**Thiophene shieldings: what survives a change of method**

The decision is which level to trust for three jobs on thiophene: telling the α carbon from the β carbon, telling the two kinds of proton apart, and putting a number on the sulfur shielding. The table answers differently for each. The sulfur value moves by 118 ppm between methods at one geometry and one basis. The order of the two carbons changes sign with the method. The order of the two protons depends on both the method and the basis. A spread between methods shows that most of them must be wrong by some amount; it does not say which is right, and all of them could err on the same side.

Isotropic GIAO NMR shieldings σ of thiophene (C4H4S, SMILES c1ccsc1), non-relativistic, gas phase, from PySCF 2.14.0 with density fitting at the PBE0-D3(BJ)/def2-SVP geometry. Atoms are numbered in SMILES order, hydrogens after the heavy atoms, and equivalent atoms are averaged; H6 is bonded to C1, and H8 to C3, which is next to sulfur.

```tsv
functional	basis	exact exchange, long range (%)	σ C1 (ppm)	σ C3 (ppm)	σ S4 (ppm)	σ H6 (ppm)	σ H8 (ppm)
B97-D	pcSseg-2	0	50.0	49.8	247.0	24.14	24.14
BLYP	pcSseg-2	0	42.0	41.4	214.7	24.12	24.12
BP86	pcSseg-2	0	46.3	46.5	233.1	23.92	23.93
KT2	pcSseg-2	0	57.5	58.0	288.7	23.92	23.93
KT3	pcSseg-2	0	57.7	58.1	295.0	24.12	24.12
LDA	pcSseg-2	0	42.0	42.3	201.7	23.36	23.37
OPBE	pcSseg-2	0	55.5	57.0	283.3	23.82	23.83
PBE	pcSseg-2	0	46.2	46.7	237.6	23.84	23.85
B3LYP	pcSseg-2	20	44.1	41.9	230.5	24.10	24.02
mPW1PW91	pcSseg-2	25	48.0	46.4	253.0	23.95	23.86
HF	pcSseg-2	100	56.9	50.5	319.9	24.38	24.11
PBE0	pcSseg-1	25	53.0	51.6	275.0	24.08	24.09
PBE0	pcSseg-2	25	48.8	47.4	257.4	23.88	23.79
```

$\sigma$ is the isotropic shielding, the mean of the three principal components of the shielding tensor. A chemical shift is, to a good approximation, $\delta = \sigma_{\rm ref} - \sigma$, so a larger $\sigma$ means a smaller shift. C3 and H8 are α to sulfur, C1 and H6 are β. The exact-exchange share $c_x$ is the definition of the functional, rounded to whole per cent; the hybrids here are global, so the long-range share is the share everywhere. HF has $c_x = 100\%$ and no correlation. Rounding allows a difference of two entries an error of 0.1 ppm for C and S and 0.01 ppm for H. All rows share one planar geometry, so geometry is not a cause of any spread. The PBE0/pcSseg-1 row is a basis test and is kept apart from the twelve pcSseg-2 rows.

**A small number left over from two large ones**

A magnetic field makes the electrons circulate. The free circulation of the ground-state density opposes the field at the nucleus; this is the diamagnetic part, positive, and carried largely by the compact inner shells, which every method describes much alike. In a molecule the valence electrons cannot circulate freely. The field instead mixes empty orbitals into occupied ones, rotating one p orbital on an atom into another, and the current that results reinforces the field. This paramagnetic part is negative and is a response property: it depends on how easily occupied and empty orbitals mix.

$$\sigma^{\rm para}_{K} \propto -\sum_{i}^{\rm occ}\sum_{a}^{\rm virt} \frac{\langle i|\hat L|a\rangle\,\langle a|\hat L_K/r_K^3|i\rangle}{\Delta_{ia}}$$

Here $\hat L$ is the angular momentum through which the field acts, $\hat L_K/r_K^3$ is the operator of the nuclear moment at nucleus $K$, and $\Delta_{ia}$ is the energy denominator of the pair $i \to a$. The factor $r_K^{-3}$ makes the term local: it samples the p character of both orbitals close to $K$.

The same runs give the split. For sulfur the diamagnetic part averages 1057.9 ppm over the twelve rows and varies by 4.0 ppm. The paramagnetic part averages −802.7 ppm and varies by 119.4 ppm. The sulfur spread is therefore paramagnetic almost entirely, and the cancellation magnifies it: 15% of the paramagnetic term becomes 118.2/257.4, or 46%, of the PBE0 shielding.

Carbon behaves alike on a smaller scale. The paramagnetic part of C1 averages −203.4 ppm and varies by 15.3 ppm, or 7.5%. Sulfur is thus about eight times as sensitive, a factor of four from the size of the term and a factor of two from its relative spread. Most of the first factor has a standard source: $\langle r^{-3}\rangle$ is larger for the valence p shell of the heavier atom. The second may reflect low-lying excitations out of the sulfur lone pairs, for which a given shift in energy is a larger fraction of $\Delta_{ia}$; that is a guess. For carbon the diamagnetic part cannot be set aside. It varies by 4.6 ppm at C1, and between BLYP and OPBE those 4.6 ppm are a third of the 13.5 ppm difference in $\sigma$. With gauge-including orbitals the division into the two parts is a convention and only the sum is observable. A ratio of thirty to one, as for sulfur, is safe against that; the one third for carbon should be read loosely.

**Exact exchange does not order the rows**

The first simple picture to fail is a single scale running from 0 to 100% exact exchange. The eight semilocal functionals, all at $c_x = 0$, cover 93.3 ppm in $\sigma$ S4, from LDA to KT3. The step from PBE to PBE0 is 19.8 ppm, about a fifth of that. B3LYP, at 20%, lies below PBE, and OPBE, KT2 and KT3 lie above all three hybrids in the same basis. For both carbons the semilocal rows alone span the whole range of the pcSseg-2 rows, 15.7 and 16.7 ppm.

Two pairs of rows separate the ingredients. PBE and OPBE share the correlation functional and differ in exchange; $\sigma$ S4 differs by 283.3 − 237.6 = 45.7 ppm. BLYP and BP86 share exchange and differ in correlation; the difference is 233.1 − 214.7 = 18.4 ppm. The form of semilocal exchange can thus matter more than a quarter of exact exchange, and the choice of correlation about as much as that quarter.

Within one family the exact-exchange share does act in an orderly way. PBE0 lies 0.24 of the way from PBE to HF for S4 and for C1, close to its 25%. This is no general rule. The fraction is 0.18 for C3, the H8 shielding moves away from HF, and B3LYP covers only about 0.15 of the way from BLYP to HF for S4 and C1 against its 20% (its exchange and correlation mixture differs from BLYP in more than $c_x$).

Across the eight semilocal rows the three heavy nuclei rise and fall together: the correlation coefficient of either carbon with S4 is 0.99. That points to a common cause without naming it, and it is not perfect, since LDA and BLYP agree on C1 and differ by 13.0 ppm on sulfur.

**The HOMO–LUMO gap is the wrong denominator**

The obvious candidate for the common cause is the orbital gap. The estimate takes three steps. All $\Delta_{ia}$ are replaced by one average; that average is taken as proportional to the HOMO–LUMO gap $g$; and the numerators are taken as equal in all rows. Anchored on PBE, with nothing fitted,

$$\sigma^{\rm para}_{\rm S}(X) \approx \sigma^{\rm para}_{\rm S}({\rm PBE})\,\frac{g({\rm PBE})}{g(X)} .$$

PBE is the anchor and tests nothing; every other row tests the estimate. The paramagnetic part is the tabulated $\sigma$ less the diamagnetic part of the same run, for PBE 237.6 − 1057.6 = −820.0 ppm. Its orbital energies, −5.884 and −1.347 eV, give $g = 4.536$ eV before rounding. For HF they are −8.926 and +2.786 eV, so $g = 11.71$ eV. The estimate is −820.0 × 4.536/11.71 = −317.6 ppm. The calculation gives 319.9 − 1056.0 = −736.1 ppm. The estimate misses by 418.5 ppm, 57% of the calculated paramagnetic term. For the three hybrids it misses by 207 to 226 ppm in the same direction.

Among the semilocal rows it fails the other way and predicts too little change. The gap varies by 2.3% and the paramagnetic term by 11.2%. KT3 has $g = 4.55$ eV, and the estimate moves it from −820.0 to −817.5 ppm, whereas the calculation gives −765.0. LDA and B97-D have the same gap to two decimals and differ by 44 ppm, and B97-D is even moved the wrong way from PBE: the estimate is −821.7 ppm, the calculation −811.3. The rows with the widest and the narrowest gap, OPBE and BLYP, are moved in the right direction, but by less than half of the true amount. The two failures have separate causes. Theory names them; their sizes were not separated in these runs.

The first is symmetry. In thiophene the HOMO and LUMO are π orbitals, as is standard for this ring. For a field in the molecular plane, $\hat L$ changes sign under reflection in that plane, so it connects σ orbitals with π orbitals only: bonds and the in-plane sulfur lone pair with π\*, and π with σ\*. The HOMO–LUMO pair does not enter these two components at all. For a field normal to the plane, π→π\* is allowed, but rotation about the normal leaves the p$_\pi$ orbital on the atom itself unchanged, so the local operator $\hat L_K/r_K^3$ picks up little of it. The denominators that matter are differences between σ and π levels and between σ and σ\* levels, and these can shift while $g$ stays put. The third step of the estimate is no safer than the second: a functional also changes the shape of the orbitals near the nucleus, and with it the numerators, which no orbital energy shows.

The second is the meaning of an orbital gap. A magnetic perturbation is imaginary and leaves the electron density unchanged to first order. Coulomb and semilocal exchange-correlation potentials therefore do not respond, and for $c_x = 0$ the denominators are exactly $\varepsilon_a - \varepsilon_i$. Exact exchange depends on the density matrix, which does change, so the equations become coupled. The diagonal denominator is then

$$\Delta_{ia} = \varepsilon_a - \varepsilon_i - c_x\,(J_{ia} - K_{ia}),$$

with $J$ and $K$ the Coulomb and exchange integrals of the pair. Exact exchange widens the orbital gap from both ends, because in HF an empty orbital feels all $N$ electrons while an occupied one, freed of self-interaction, feels $N-1$; from PBE to HF the LUMO rises by 4.13 eV and the HOMO falls by 3.04 eV. The term $J-K$ is the attraction between the promoted electron and the hole it leaves, and it takes most of that widening back. The off-diagonal exchange terms, which couple one pair to another, also enter the response and need not be small, so the diagonal formula is only part of the correction. The gap grows from 4.54 to 11.71 eV between PBE and HF, while the paramagnetic term shrinks by only a tenth. A gap that more than doubles beside a response that changes by a tenth is the sign by which this failure is recognised; that tenth is still most of the sulfur spread in the table.

**The isotropic mean hides what the methods do**

The principal components show that KT3 and exact exchange raise the carbon shielding by different routes. For an aromatic carbon the highest component is the one normal to the ring; that assignment is standard and is assumed here. From PBE to KT3 the low, middle and high components of C3 rise by 16.8, 13.1 and 4.2 ppm, and C1 is nearly the same. The change sits in the two in-plane components, those governed by σ–π mixing, which fits the symmetry argument and the unchanged π–π\* gap. Whether KT3 works through wider σ–π\* separations or through changed numerators cannot be read from these components. Wider σ–π\* separations cannot be the whole account for sulfur, whose three components rise nearly alike, by 61.8, 59.5 and 51.1 ppm, the one normal to the ring among them. KT2 and KT3 were designed for shieldings, to reduce the excess paramagnetism of ordinary semilocal functionals, so their high values are intended and are no independent evidence.

Exact exchange does something else. From PBE to PBE0 the components of C3 change by −4.9, +0.2 and +6.8 ppm, whose mean is the +0.7 ppm in the table. The α carbon looks insensitive to exact exchange only because its lowest and highest components move in opposite directions; the span, highest minus lowest, grows from 180.5 to 192.1 ppm. In sulfur all three components rise together, in each of the three steps examined, and nothing cancels.

The sharpest case is C1 in KT3 and HF. The isotropic values, 57.7 and 56.9 ppm, differ by 0.8 ppm. The components differ by −23.5, +4.8 and +16.3 ppm, and the spans are 169.5 and 209.2 ppm. Agreement of two methods on an isotropic carbon shielding is therefore weak evidence, and the same two methods disagree by 7.6 ppm on the neighbouring carbon.

**Which carbon is which**

Differences between like nuclei remove what a method does to both. Among the semilocal rows this works well: absolute values spread over 16 ppm, while $\sigma$ C1 − $\sigma$ C3 stays between −1.5 and +0.6 ppm. What is left, however, has no settled sign. It is negative for six functionals and positive for B97-D and BLYP. The hybrids give +1.4 to +2.2 ppm and HF gives +6.4 ppm.

Exact exchange escapes the cancellation because it treats the two sites differently, and the components show where. From PBE to HF the high component rises almost equally at C1 and C3, by 19.9 and 21.1 ppm. The low component falls by 7.1 ppm at C1 and 16.7 at C3, and the middle one rises by 19.2 and 6.9. The change in the difference is (9.6 + 12.3 − 1.2)/3 = 6.9 ppm, all of it in-plane. A possible reason is that the α carbon shares σ orbitals with sulfur, whose pairs with π\* have a different $J-K$; this is a guess.

As a rough recalled size, the β carbon in solution is about 2 ppm less shielded than the α carbon, a negative difference. That is too small to rank the density functionals, because the calculation leaves out solvent, vibrational averaging and relativistic effects of sulfur on its neighbours, and rests on one computed geometry. HF is some 8 ppm away, which is harder to lay on those omissions; the neglect of correlation is its known weakness for unsaturated carbon. An assignment of the two carbon lines should not be based on any single row.

**Protons follow other rules**

Hydrogen has no valence p shell, so its shielding comes from the density in the C–H bond and from currents elsewhere in the molecule. The correlation with S4 over the semilocal rows drops to about 0.4. BLYP and LDA, tied on C1, give 24.12 and 23.36 ppm for H6. LDA is the outlier: without it the semilocal H6 values lie within 0.32 ppm. A functional's behaviour on carbon is no guide to its protons.

The ring current is nearly the same in all methods. Its usual probe, NICS(1)$_{zz}$, the negative of the out-of-plane shielding 1 Å above the ring centre, runs from −29.45 to −30.44 ppm in the pcSseg-2 rows. A variation of 1 ppm cannot account for the heavy-atom spread. On the proton scale it is not negligible, though it does not single out LDA, whose value of −30.18 ppm is close to that of PBE0.

$\sigma$ H6 − $\sigma$ H8 is at most 0.01 ppm in size in the semilocal rows of the table, and no order can be read from it. It is +0.08 to +0.09 ppm in the hybrids and +0.27 ppm in HF. The rough recalled solution value is about +0.2 ppm, a size that solvent and vibration can reach. If both recalled signs hold, exact exchange helps the proton order while it harms the carbon order.

**The basis step is as large as a change of functional**

For PBE0, going from pcSseg-1 to pcSseg-2 lowers all five shieldings: both carbons by 4.2 ppm, sulfur by 17.6 ppm, the protons by 0.20 and 0.30 ppm. For the heavy atoms the direction is the usual one, since a larger basis describes the rotated p functions near the nucleus better and lets more paramagnetic current flow; that is argued, and shielding obeys no variational bound that would guarantee it. The step on sulfur is nearly as large as that from PBE to PBE0 and opposite in sign; on carbon it is the larger of the two. Of the 66 pairs of methods in pcSseg-2, 22 are closer on C1 than the basis step, 15 on S4 and 50 on H8.

A small basis can therefore imitate a different functional. PBE0/pcSseg-1 gives 275.0 ppm for sulfur, nearer to OPBE than to PBE0 in the larger basis. The carbon difference is untouched at +1.4 ppm, so there the basis error cancels. The proton difference goes from −0.01 to +0.09 ppm, and in the small basis PBE0 looks like a semilocal functional by accident. Two bases and one functional do not show that pcSseg-2 is converged.

**What to do with a new case**

The size of the paramagnetic term is the first thing to inspect, since a spread of 7 to 15% in it is what these methods produce. A nucleus with lone pairs beside a π system is then likely to be less certain than a saturated carbon, which has no low π\* level to mix in; one molecule does not test this. A shift taken against a reference computed at the same level cancels the method error only so far as the two paramagnetic terms are alike in size and origin; even for the α and β carbons, adjacent in one ring, the difference still varies by 7.9 ppm across the methods. A useful test set spans both directions seen here, a change of semilocal exchange and a change of $c_x$, adds one basis step, and compares tensor components as well as their mean.
